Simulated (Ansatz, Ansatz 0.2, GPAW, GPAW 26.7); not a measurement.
# Work function of stepped Ir(321): LDA and PBE slabs against a compiled value

## Experimental context

The reference is a work function of 5.4 eV for the clean Ir(321) face, tabulated in "Anisotropic work function of elemental crystals" (2019, arXiv:1902.07811). That paper compiles it from earlier experiments; the method of measurement is not given with the value, nor are the temperature and the preparation of the crystal. This matters for such a face. Ir(321) is open, stepped and kinked, and a real sample may be rougher than the ideal termination or may have broken up into facets of other orientation. A measurement then averages over patches, and different techniques weight the patches differently. We therefore compare with the tabulated number as it stands, without correcting it for method or temperature. Layer spacings and the surface energy are not compared with experiment here.

| compared with | measured | method |
| --- | --- | --- |
| work function of the clean Ir(321) face (eV) | 5.4 | compiled from earlier experiments; the method is not given with the … |

Conditions are those given with the value in the passage it was taken from; "not stated" means there, and the paper may say more elsewhere. The values are a selection: others may have been left out beforehand as unlike or outlying.

## Aim and plan

We want the cheapest level of theory that gives the work function of clean Ir(321) within 0.3 eV of the reference. This is our choice of target. It is about the size of the usual offset between LDA and PBE work functions, and of the differences between faces of one metal, so a result inside it says something about this face and not merely about iridium. For a single compiled value on a surface whose real structure is uncertain, we do not ask for more.

The model is a symmetric slab with the ideal 1×1 termination, nonmagnetic, at 0 K, cut from fcc iridium with a = 3.84 Å. The work function is the vacuum level less the Fermi level. Thermal motion should change it by a few hundredths of an eV, well below the target. The layers of this face lie only about half an ångström apart, so many are needed for a slab of modest thickness.

We begin with a thin, coarsely sampled LDA slab, then improve thickness, mesh and cutoff, and after that examine the functional and the relaxation of the surface. The level on which the verdict rests is to be checked separately.

System: clean Ir(321) surface; fcc Ir, a = 3.84 A (handbook value rounded to two decimals); symmetric slab of 25 layers, 16 A of vacuum.

## 1. A thin LDA slab

Twelve layers make a slab only some 6 Å thick, and the 4×4 mesh and 250 eV cutoff are light for a transition metal. The run should nevertheless place the work function roughly. LDA usually gives higher work functions than PBE, so we expect a value on the high side of what gradient-corrected functionals will give later.

**Run 1.** Ansatz 0.2: LDA, bulk-cut slab at the handbook lattice constant, 12 layers, 4x4 mesh, 250 eV.

Key lines of the input:
```
crystal:
  lattice:
    - [4.7030203061, 0.0, 0.0]
    - [-1.5676734354, 5.8656968895, 0.0]
    - [0.0, 0.0, 21.6445574292]
  atoms:
    - { symbol: Ir, position: [0.4285714286, 0.2857142857, 0.3696079269] }
    - { symbol: Ir, position: [0.8571428571, 0.0714285714, 0.3933155766] }
    # ... 6 more lines ...
    - { symbol: Ir, position: [0.8571428571, 0.5714285714, 0.5592691241] }
    - { symbol: Ir, position: [0.2857142857, 0.3571428571, 0.5829767738] }
    - { symbol: Ir, position: [0.7142857143, 0.1428571429, 0.6066844234] }
    - { symbol: Ir, position: [0.1428571429, 0.9285714286, 0.6303920731] }
hamiltonian:
  xc: lda
kpoints:
  mp_grid: { grid: [4, 4, 1] }
scf:
  occupations: { method: methfessel_paxton, width: 0.1 }
  convergence: { dr2_threshold: 1.0e-09 }
efield:
  axis: 3
  dipole_correction: true
basis:
  ecutwfc: "250 eV"
```

Command:
```
ansatz run input.yaml --threads 8 --pin off --max-ram 24576MiB --backend cpu --events-out ev --progress --plain --runs-dir out
```

Selected lines of the output:
```
Dipole field:    D = -0.000000 V/Å  (p = -0.000001 e·Å, saw-weighted, corrected)
Work function:   Φ+ = 5.4069 eV   Φ− = 5.4069 eV
```

Converged; 7.5 s on 8 cores of Arm Neoverse V2, shared host. Warnings: cutoff_below_recommended (cutoff below the recommended one); vacuum_density_over_bound (the vacuum at the dipole layer isn't empty at the close); xc_potential_rough_in_thin_density (in short: The exchange-correlation potential varies sharply where the density is thin, so no vacuum level should be read from v_tot or v_xc; the notice says which field, if any, gives one).

| quantity | run 1 | measured | deviation |
| --- | --- | --- | --- |
| work function of the clean Ir(321) face (eV) | 5.407 | 5.4 | +0.007 |
| lattice constant a used for the slab (Å) | 3.840 |  |  |

The thin slab gives 5.41 eV, practically the tabulated value. We do not accept this yet, because a slab this thin, on a coarse mesh and below the recommended cutoff, may owe the agreement to errors that cancel.

Two further warnings concern the vacuum. The density has not died out at the dipole layer, but the slab is symmetric and its dipole is practically zero, so the correction there has almost nothing to act on. This does not show that the vacuum is wide enough, which is a separate question. The other warning advises against reading a vacuum level from the total or the exchange-correlation potential, whose course is rough where the density is thin. We use the work function that the program reports, which is the same on both sides.

## 2. LDA with a thicker slab

We keep LDA and the bulk-cut geometry and improve the numerical settings together: 25 layers, an 8×6 mesh and the default cutoff. This will not separate the three errors, but it tells whether their sum matters against the target of 0.3 eV. We expect a shift of about a tenth of an eV, of either sign. At 7.5 s for the thin slab, the larger calculation should still be affordable.

**Run 2.** Ansatz 0.2: LDA, bulk-cut slab at the handbook lattice constant; 25 layers, 16 A vacuum, 8x6 mesh, default cutoff, MP smearing 0.1 eV.

Key lines of the input:
```
crystal:
  lattice:
    - [4.7030203061, 0.0, 0.0]
    - [-1.5676734354, 5.8656968895, 0.0]
    - [0.0, 0.0, 28.3153980273]
  atoms:
    - { symbol: Ir, position: [0.8571428571, 0.5714285714, 0.2825317868] }
    - { symbol: Ir, position: [0.2857142857, 0.3571428571, 0.3006541379] }
    # ... 19 more lines ...
    - { symbol: Ir, position: [0.8571428571, 0.0714285714, 0.6631011599] }
    - { symbol: Ir, position: [0.2857142857, 0.8571428571, 0.681223511] }
    - { symbol: Ir, position: [0.7142857143, 0.6428571429, 0.6993458621] }
    - { symbol: Ir, position: [0.1428571429, 0.4285714286, 0.7174682132] }
hamiltonian:
  xc: lda
kpoints:
  mp_grid: { grid: [8, 6, 1] }
scf:
  occupations: { method: methfessel_paxton, width: 0.1 }
  convergence: { dr2_threshold: 1.0e-09 }
efield:
  axis: 3
  dipole_correction: true
# cutoff taken by the program: 420 eV
```

Selected lines of the output:
```
Work function:   Φ+ = 5.4024 eV   Φ− = 5.4024 eV
```

Converged; 2.5 min on the same hardware. Warnings: xc_potential_rough_in_thin_density.

| quantity | run 2 | measured | deviation |
| --- | --- | --- | --- |
| work function of the clean Ir(321) face (eV) | 5.402 | 5.4 | +0.002 |
| lattice constant a used for the slab (Å) | 3.840 |  |  |

The better settings lower the work function by only 0.0045 eV, to 5.40 eV. Thickness, mesh and cutoff changed together, at the same width of vacuum, so their separate effects may partly cancel, but their sum is negligible against the target. The notice about density at the dipole layer is gone as well. The unrelaxed LDA slab thus meets the target at both settings, and the thin one does so in seconds.

Two questions remain before we rely on this: whether the number depends on the pseudopotential and the program, and whether it survives relaxation of the surface.

## 3. The same LDA slab in GPAW

We take the first question first, since it needs no new geometry. GPAW treats the same 25-layer bulk-cut slab with LDA, using plane waves at 450 eV and a 6×6 mesh. Its description of the iridium core is independent of the one used so far. We expect agreement within about 0.1 eV; a larger difference would have to be understood before the functional is judged.

**Run 3.** GPAW 26.7: LDA, plane waves 450 eV, bulk-cut slab of 25 layers at the handbook lattice constant, 6x6 mesh.

Key lines of the input:
```
slab.calc = GPAW(mode=PW(450), xc='LDA', kpts={'size': (6, 6, 1), 'gamma': True},
                 occupations={'name': 'fermi-dirac', 'width': 0.1}, nbands='130%',
                 convergence={'density': 1e-05}, maxiter=150,
                 symmetry={'tolerance': 1e-3}, txt='slab.txt')
below, above = np.interp([low - 6.5, high + 6.5], z, v)
```

Command:
```
OMP_NUM_THREADS=1 OPENBLAS_NUM_THREADS=1 python run.py
```

Selected lines of the output:
```
potential 6.5 A off the faces, from the Fermi level: lower 5.3965 eV, upper 5.3966 eV
slope of the potential there: lower -0.00009, upper -0.00001 eV/A
```

Converged; 47 min on 1 core of Intel Xeon 6975P-C (Granite Rapids), shared host.

| quantity | run 3 | measured | deviation |
| --- | --- | --- | --- |
| work function of the clean Ir(321) face (eV) | 5.397 | 5.4 | −0.003 |
| lattice constant a used for the slab (Å) | 3.840 |  |  |

GPAW gives 5.40 eV, within 0.006 eV of the previous slab, although the description of the core, the mesh and the smearing all differ. The potential is flat where the vacuum level is read, so that level is well defined. For the bulk-cut geometry, the LDA work function therefore does not hinge on one program or one set of pseudopotentials.

## 4. Relaxing the LDA surface

All three slabs so far have their atoms at bulk positions, which a face as open as this one will not keep. We now relax the slab with LDA at the same lattice constant, holding only the central layer fixed. The step and kink atoms should sink towards the bulk, and neighbouring spacings may change by many per cent, since the spacings themselves are so small. For the work function we expect a change of about 0.1 eV or less. The relaxation will cost many times the single point, but without it the agreement would rest on a geometry that the surface does not have.

**Run 4.** Ansatz 0.2: LDA, relaxed with the middle layers fixed at the handbook lattice constant; 25 layers, 16 A vacuum, 8x6 mesh, default cutoff, MP smearing 0.1 eV.

Key lines of the input, as changed from run 2:
```diff
+ relax:
+   f_tol: 0.01
+   max_steps: 40
+   constraints: [{ sites: [12] }]
```

Selected lines of the output:
```
relax step   8: F+E_penalty+E_count = -291572.53728905 eV  Δ(F+E_penalty+E_count) = -3.110e-4 eV  max|allowed force component| = 4.855e-3 eV/Å  Δτ_max = 0.0022 Å  (7 SCF iters, accepted)
Work function:   Φ+ = 5.4289 eV   Φ− = 5.4289 eV
```

Converged; 14 min on 8 cores of Arm Neoverse V2, shared host. Warnings: xc_potential_rough_in_thin_density.

Known limit of this kind of run: sound for the work function; the slab is held at the handbook lattice constant, and this functional's own constant was not determined.

| quantity | run 4 | measured | deviation |
| --- | --- | --- | --- |
| work function of the clean Ir(321) face (eV) | 5.429 | 5.4 | +0.029 |
| change of the first interlayer spacing from the bulk spacing (%) | −16.65 |  |  |
| change of the second interlayer spacing from the bulk spacing (%) | −10.22 |  |  |
| lattice constant a used for the slab (Å) | 3.840 |  |  |

Relaxation changes the geometry strongly and the work function hardly at all. The first interlayer spacing shrinks by 17 % and the second by 10 %, which on layers half an ångström apart is less than a tenth of an ångström each. The work function rises by 0.03 eV to 5.43 eV, still well inside the target. The forces ended below the threshold of 0.01 eV/Å. Nearly the whole slab was free to respond.

That freedom has a drawback. The lattice constant was imposed, and if LDA prefers another one, the interior is under stress and part of the change in spacing comes from that instead of from the surface.

## 5. LDA at its own lattice constant

To remove this doubt we relax the bulk cell with LDA first, build the slab at the resulting lattice constant and relax it again. LDA usually comes close to the measured lattice constants of the 5d metals, so we expect a small change of cell and a shift of the work function by a few hundredths of an eV. The cost should be similar to that of the last relaxation, which took 14 min, and the run checks the relaxed level directly.

**Run 5.** Ansatz 0.2: LDA, bulk cell relaxed first, slab built at that lattice constant and its relaxed with the middle layers fixed; 25 layers, 16 A vacuum, 8x6 mesh, default cutoff, MP smearing 0.1 eV.

Key lines of the input:
```
crystal:
  lattice:
    - [4.6669806313, 0.0, 0.0]
    - [-1.5556602104, 5.8207475177, 0.0]
    - [0.0, 0.0, 28.2210240057]
  atoms:
    - { symbol: Ir, position: [0.8571428571, 0.5714285714, 0.2834766023] }
    - { symbol: Ir, position: [0.2857142857, 0.3571428571, 0.3015202188] }
    # ... 19 more lines ...
    - { symbol: Ir, position: [0.8571428571, 0.0714285714, 0.6623925483] }
    - { symbol: Ir, position: [0.2857142857, 0.8571428571, 0.6804361647] }
    - { symbol: Ir, position: [0.7142857143, 0.6428571429, 0.6984797812] }
    - { symbol: Ir, position: [0.1428571429, 0.4285714286, 0.7165233977] }
hamiltonian:
  xc: lda
kpoints:
  mp_grid: { grid: [8, 6, 1] }
scf:
  occupations: { method: methfessel_paxton, width: 0.1 }
  convergence: { dr2_threshold: 1.0e-09 }
efield:
  axis: 3
  dipole_correction: true
relax:
  f_tol: 0.01
  max_steps: 40
  constraints: [{ sites: [12] }]
# cutoff taken by the program: 420 eV
```

Selected lines of the output:
```
Work function:   Φ+ = 5.4198 eV   Φ− = 5.4198 eV
```

Converged; 16 min on 8 cores of Arm Neoverse V1, shared host. Warnings: stress_scf_threshold_loose (a loose SCF threshold for stresses); xc_potential_rough_in_thin_density.

| quantity | run 5 | measured | deviation |
| --- | --- | --- | --- |
| work function of the clean Ir(321) face (eV) | 5.420 | 5.4 | +0.020 |
| change of the first interlayer spacing from the bulk spacing (%) | −15.23 |  |  |
| change of the second interlayer spacing from the bulk spacing (%) | −8.38 |  |  |
| lattice constant a used for the slab (Å) | 3.811 |  |  |
| surface energy (J/m²) | 3.579 |  |  |

LDA prefers a lattice constant of 3.811 Å, 0.029 Å below the handbook value. At this constant the first two spacings contract by 15 % and 8 %, against 17 % and 10 % before, so the imposed cell accounted for a small part of the contraction and the surface for most of it. The work function moves by only 0.009 eV, to 5.42 eV.

The program warns that the SCF threshold was loose for stresses, which may leave a small error in the lattice constant. Since the whole change of cell shifted the work function by so little, this does not matter for our target.

## 6. PBE for comparison

LDA meets the target in every geometry we have used, but we do not yet know how much of this depends on the functional. We therefore run PBE on the bulk-cut slab, repeat that on a 14×12 mesh, and relax a PBE slab at PBE's own lattice constant. The first run compares directly with the bulk-cut LDA slab, the last with the relaxed one just finished. The denser mesh tests the sampling for PBE, and only indirectly for LDA. We expect PBE to lie roughly 0.3 eV below LDA, which would put it near the edge of the target, where the sampling could decide.

**Run 6.** Ansatz 0.2: PBE, bulk-cut slab at the handbook lattice constant; 25 layers, 16 A vacuum, 8x6 mesh, default cutoff, MP smearing 0.1 eV.

Key lines of the input, as changed from run 2:
```diff
  hamiltonian:
-   xc: lda
+   xc: pbe
```

Selected lines of the output:
```
Work function:   Φ+ = 5.0485 eV   Φ− = 5.0485 eV
```

Converged; 2.5 min on 8 cores of Arm Neoverse V2, shared host. Warnings: xc_potential_rough_in_thin_density.

**Run 7.** Ansatz 0.2: PBE, bulk-cut slab, with 14x12 mesh (base case: bulk-cut slab at the handbook lattice constant; 25 layers, 16 A vacuum, 8x6 mesh, default cutoff, MP smearing 0.1 eV).

Key lines of the input, as changed from run 2:
```diff
  hamiltonian:
-   xc: lda
+   xc: pbe
  kpoints:
-   mp_grid: { grid: [8, 6, 1] }
+   mp_grid: { grid: [14, 12, 1] }
```

Selected lines of the output:
```
Work function:   Φ+ = 5.0478 eV   Φ− = 5.0478 eV
```

Converged; 8.4 min on the same hardware. Warnings: xc_potential_rough_in_thin_density.

**Run 8.** Ansatz 0.2: PBE, bulk cell relaxed first, slab built at that lattice constant and its relaxed with the middle layers fixed; 25 layers, 16 A vacuum, 8x6 mesh, default cutoff, MP smearing 0.1 eV.

Selected lines of the output:
```
SCF 7 converged in 8 iterations: F = -298372.619920 eV  dr2 = 9.03e-10
relax step   7: F+E_penalty+E_count = -298372.61991981 eV  Δ(F+E_penalty+E_count) = +3.467e-4 eV  max|allowed force component| = 4.707e-2 eV/Å  Δτ_max = 0.0076 Å  (8 SCF iters, rejected (line search))
SCF 8 converged in 8 iterations: F = -298372.620971 eV  dr2 = 1.99e-10
relax step   8: F+E_penalty+E_count = -298372.62097102 eV  Δ(F+E_penalty+E_count) = -7.045e-4 eV  max|allowed force component| = 4.975e-3 eV/Å  Δτ_max = 0.0037 Å  (8 SCF iters, accepted)
SCF converged after 8 iterations
Free energy (F): -298372.620971 eV
Fermi energy:    8.592521 eV
Step filling:    the computed levels leave a gap of 0.0002 eV = 0.0 smearing widths at the electron count; against every level under it full and every level over it empty, smearing changes F+E_penalty+E_count by +2.727 meV and its σ→0 estimate by +1.457 …
Dipole field:    D = 0.000000 V/Å  (p = 0.000000 e·Å, saw-weighted, corrected)
Work function:   Φ+ = 5.0869 eV   Φ− = 5.0869 eV
--- Relaxed structure (8 steps of the walk, 6 accepted, 0 SCFs on fresh bases) ---
Error: SIGTERM received: cancelled by the caller ahead of an NSCF pass
```

Cut off at its time limit; 14 min on the same hardware. Warnings: analysis_pass_failed (in short: An analysis pass failed for the stated cause; the main result and other products are normally still given, but the run will not finish as completed); band_table_not_solved_further (in short: The printed band levels were left largely as the SCF loop had them, without a further solve after it, so those levels may be less accurate); cancelled by the caller ahead of an NSCF pass; stress_scf_threshold_loose (a loose SCF threshold for stresses).

| quantity | run 6 | run 7 | measured |
| --- | --- | --- | --- |
| work function of the clean Ir(321) face (eV) | 5.049 | 5.048 | 5.4 |
| lattice constant a used for the slab (Å) | 3.840 | 3.840 |  |

On the bulk-cut slab PBE gives 5.05 eV, 0.35 eV below the reference and 0.35 eV below LDA on the same geometry. The 14×12 mesh changes this by less than 0.001 eV, so sampling does not explain the difference.

The relaxed PBE slab was stopped at its time limit, but only after the relaxation had ended with forces below the threshold and the last SCF cycle had converged. What was cancelled was a later band calculation. We therefore use its work function of 5.09 eV, with the reservation that the run did not finish as a whole. Relaxation at PBE's own lattice constant thus brings the value slightly closer to the reference, and it still lies 0.31 eV too low.

Both PBE geometries miss the target narrowly, the relaxed one by about 0.01 eV. That margin is too thin to rank the functionals on, given a single compiled value for a face whose real structure is uncertain. The separation of LDA and PBE by about a third of an eV is much clearer, and it persists when each functional is relaxed in its own cell.

## Overview

| run | settings | work function of the clean Ir(321) face (eV) | deviation | cost | status |
| --- | --- | --- | --- | --- | --- |
| 1 | Ansatz: LDA, bulk-cut slab at the handbook lattice constant, 12 layers, 4x4 mesh, 250 eV | 5.407 | +0.007 | 60 core-s |  |
| 2 | Ansatz: LDA, bulk-cut slab at the handbook lattice constant, 25 layers, 16 A vacuum, 8x6 mesh, default cutoff, MP smearing 0.1 eV | 5.402 | +0.002 | 20 core-min |  |
| 3 | GPAW: LDA, plane waves 450 eV, bulk-cut slab of 25 layers at the handbook lattice constant, 6x6 mesh | 5.397 | −0.003 | 47 core-min |  |
| 4 | Ansatz: LDA, relaxed with the middle layers fixed at the handbook lattice constant, 25 layers, 16 A vacuum, 8x6 mesh, default cutoff, MP smearing 0.1 eV | 5.429 | +0.029 | 1.9 core-h |  |
| 5 | Ansatz: LDA, bulk cell relaxed first, 25 layers, 16 A vacuum, 8x6 mesh, default cutoff, MP smearing 0.1 eV | 5.420 | +0.020 | 2.2 core-h |  |
| 6 | Ansatz: PBE, bulk-cut slab at the handbook lattice constant, 25 layers, 16 A vacuum, 8x6 mesh, default cutoff, MP smearing 0.1 eV | 5.049 | −0.351 | 20 core-min |  |
| 7 | Ansatz: PBE, bulk-cut slab | 5.048 | −0.352 | 67 core-min |  |
| 8 | Ansatz: PBE, bulk cell relaxed first, 25 layers, 16 A vacuum, 8x6 mesh, default cutoff, MP smearing 0.1 eV | – |  | 1.9 core-h | cut off at its time limit |
|  | measured | 5.4 |  |  |  |

## Assessment

LDA meets the target of 0.3 eV. The relaxed slab at LDA's own lattice constant gives 5.42 eV against the tabulated 5.4 eV, for 2.2 core-hours. The cheapest level shown here that suffices is the unrelaxed twelve-layer LDA slab, at 60 core-seconds. Its 5.41 eV is supported by the thicker slab, although thickness, mesh and cutoff were improved together and their effects may partly cancel.

GPAW confirmed the bulk-cut LDA value to within 0.01 eV. Relaxation contracted the outer spacings strongly but raised the work function by only 0.03 eV, so for this quantity it served as a check and was not needed to reach the target. The denser mesh settled the sampling for PBE; for LDA it is only indirect support.

PBE lies about a third of an eV below LDA. It misses the target narrowly, by 0.05 eV on the bulk-cut slab and by about 0.01 eV after relaxation, the latter from a run cut off after its relaxation had converged. Measured work functions of one face commonly scatter by 0.1 to 0.2 eV, and sometimes by more. Another measurement could therefore turn the PBE result into a pass, while LDA has room for the usual scatter.

For the same reason, LDA's agreement to a few hundredths of an eV may be partly chance and does not show that LDA describes the surface better. Extra steps and kinks on a real crystal would tend to lower the measured value, and facets of denser planes would tend to raise it. Neither effect can be sized here, and thermal motion should matter less. The structure of the measured surface remains the main open question, and the effect of spin-orbit coupling is not shown in this report.

[Logs are printed without paths, hosts, clocks, repeated set-up lines and the standing remarks that a program may print on its own settings, such as how far it seeks lower states.]

[The runs shown are a pick from a larger set of finished runs; failed, doubtful and other runs were left out of it ahead of writing. So were measured values far from every level or from commonly accepted values, and agreement can look better than it is. Lines of input and output are excerpts and may be shortened.]
